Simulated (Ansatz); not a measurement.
# EuBi3: energy against the spiral's wave vector — Ansatz, plane waves and PAW

Space group R-3m (No. 166), 4 atoms in the cell of the first input below: a = 4.999 Å, b = 4.999 Å, c = 4.999 Å, α = 90.12°, β = 90.12°, γ = 90.12°.

The structure comes from the Materials Project database of computed cells (whether it is a measured phase wasn't checked), taken without relaxation; such computed volumes mostly lie a few per cent over measured ones, and more in layered crystals (pressure -3.0 GPa with this functional, without spin–orbit coupling). Functional: LDA+U (Eu 7 eV).

Each state is solved self-consistently from atoms in the crystal's own cell, by the generalised Bloch theorem and without spin–orbit coupling. One of the inputs (q = (0.500, 0.000, 0.000)); the others differ in the wave vector alone:

```yaml
crystal:
  lattice:
    - [3.5388635355, 2.0431638148, 2.8800263126]
    - [-3.5388635355, 2.0431638148, 2.8800263126]
    - [0.0, -4.0863276297, 2.8800263126]
  atoms:
    - { symbol: Bi, position: [0.0, 0.5, 0.5] }
    - { symbol: Bi, position: [0.5, 0.5, 0.0] }
    - { symbol: Bi, position: [0.5, 0.0, 0.5] }
    - { symbol: Eu, position: [0.0, 0.0, 0.0], spin: 7.66, spin_axis: [1.0, 0.0, 0.0] }
basis:
  ecutwfc: 420
  ecutrho_ratio: 4
kpoints:
  mp_grid: { grid: [6, 6, 6] }
hamiltonian:
  xc: lda
  hubbard: { sites: [{ species: Eu, l: f, u_eff: 7.0 }] }
scf:
  occupations: { method: gaussian, width: 0.05 }
  lower_state_search: "off"
output:
  forces: true
  stress: false
  eigenvalues: true
  populations: true
  hubbard: { sites: [{ species: Eu, l: f }] }
magnetization:
  noncollinear: true
  spin_orbit: false
  spin_spiral: { q: [0.5, 0.0, 0.0] }
```

```bash
ansatz run input.yaml --threads 4 --pin off --max-ram 9216MiB --backend cpu --events-out ev --progress --plain --runs-dir out
```

Time: 100 s on 4 threads of AMD EPYC 9R45 96-Core Processor (Zen 5), on a shared host, peak memory 5.2 GiB.

Q: Rank these by energy, lowest first (extrapolated to zero smearing, counted from the spiral at q = 0, meV per cell).
A. q = (0.498, -0.502, 0.498)
B. q = (0.125, 0.000, 0.000)
C. q = (0.500, 0.000, 0.000)
D. q = (0.250, 0.000, 0.000)
E. q = (0.500, -0.500, 0.500)
F. q = (0.000, 0.000, 0.000)
G. q = (0.249, -0.251, 0.249)
H. q = (0.250, -0.250, 0.250)
I. q = (0.375, 0.000, 0.000)

A: E (-41.13), A (-41.10), C (-17.06), B (-10.43), D (-7.10), G (-6.56), H (-6.55), I (-3.72), F (0.00).

```
                     order  meV per cell  largest spin moment, Gaussian weights (μB)
 q = (0.000, 0.000, 0.000)          0.00                                        6.54
 q = (0.500, 0.000, 0.000)        -17.06                                        6.55
q = (0.500, -0.500, 0.500)        -41.13                                        6.54
q = (0.498, -0.502, 0.498)        -41.10                                        6.54
 q = (0.250, 0.000, 0.000)         -7.10                                        6.54
q = (0.250, -0.250, 0.250)         -6.55                                        6.54
q = (0.249, -0.251, 0.249)         -6.56                                        6.54
 q = (0.125, 0.000, 0.000)        -10.43                                        6.54
 q = (0.375, 0.000, 0.000)         -3.72                                        6.54
```

The spin moment changes by 0 % over these states. Differences under a few meV may lie within the mesh error, so those places of the ranking aren't settled.

Caveats: each run may end in a state that is not the lowest; filled bands differ between k-points; only the orders listed are compared, and the order found in nature may be another, or none; the ferromagnetic state is metallic at this level, and the k-mesh was not tested.

Antiparallel alignment of neighbouring Eu moments along all three nearly cubic axes gives the lowest energy of the spirals compared, at -41.13 meV; alternating ferromagnetic planes gain only -17.06 meV. The almost constant moment fits divalent Eu with a half-filled 4f shell, so the energies mainly reflect coupling between robust local spins, not changes in their size.

Nearest-neighbour exchange alone would put the quarter-way diagonal spiral midway between the ferromagnetic and fully alternating states. At -6.55 meV it lies well above that, which suggests further couplings favouring parallel spins within each antiferromagnetic sublattice. With the compact 4f shells barely overlapping, the exchange is probably carried by conduction electrons of largely Bi 6p character, polarised through Eu 5d states. Such coupling is long-ranged and can oscillate, which may explain the non-monotonic energies along (q, 0, 0), though uneven Fermi-surface sampling could produce the same pattern. The gap to the ferromagnetic state is not by itself a measure of the ordering temperature.
